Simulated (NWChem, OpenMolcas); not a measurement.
Cu2 (SMILES [Cu][Cu]): methods side by side

Cu2 has 2 atoms, charge 0, and is taken as a singlet. SMILES: `[Cu][Cu]`. The bond length is the measured one.

```xyz
2

Cu    0.0000    0.0000    0.0000
Cu    0.0000    0.0000    2.2197
```

Each level gives the energy change with the Cu1–Cu2 bond stretched from 2.220 to 3.995 Å (eV). The values are calculated.

```csv
level,kind,program,value (eV),less CCSD(T)/def2-SVPD,CPU time (all runs)
HF/def2-SVPD (restricted),Hartree–Fock,OpenMolcas,1.26,-0.50,7 s
SVWN5/def2-SVPD (restricted),LDA,OpenMolcas,2.67,+0.91,13 s
PBE/def2-SVPD (restricted),GGA,OpenMolcas,2.30,+0.54,17 s
r2SCAN/def2-SVPD (restricted),meta-GGA,OpenMolcas,2.46,+0.70,17 s
BHLYP/def2-SVPD (restricted),global hybrid,OpenMolcas,1.88,+0.12,13 s
M06-2X/def2-SVPD (restricted),hybrid meta-GGA,OpenMolcas,1.70,-0.06,17 s
B2PLYP/def2-SVPD (restricted),double hybrid,OpenMolcas,2.07,+0.31,11 s
MP2/def2-SVPD (restricted),perturbation theory,NWChem,2.16,+0.40,46 s
CCSD(T)/def2-SVPD (restricted),coupled cluster or CI,OpenMolcas,1.76,0.00,1.8 min
```

Differences are taken from CCSD(T)/def2-SVPD (restricted) for orientation; it has basis-set and higher-order errors of its own. At this stretch a single reference begins to fail. The first shape isn't each level's own minimum. The values span 1.26 to 2.67 eV. CPU times are rough (shared hosts, several kinds of processor): they show what a rung costs within a factor of a few.

Stretching Cu2 mainly weakens a σ bond made from the 4s orbitals, while the filled 3d shells add correlation and some s–d mixing. Hartree–Fock gives the smallest energy rise, 1.26 eV against 1.76 eV for CCSD(T), which points to correlation that stabilises the short bond more than the stretched one. MP2 restores this stabilisation but overshoots, at 2.16 eV, as low-order perturbation theory often does when compact d shells take part.

All three semilocal functionals lie above the three that contain exact exchange, probably because semilocal exchange overbinds the overlapping 4s density and exaggerates 3d participation. Climbing the ladder brings no steady improvement: PBE lowers the LDA value, but r2SCAN raises it again, and B2PLYP lies further from CCSD(T) than BHLYP. The closeness of M06-2X may reflect cancelling errors and doesn't establish its reliability for copper bonding in general. Nor are these energies dissociation energies, since the atoms still interact at the stretched distance.
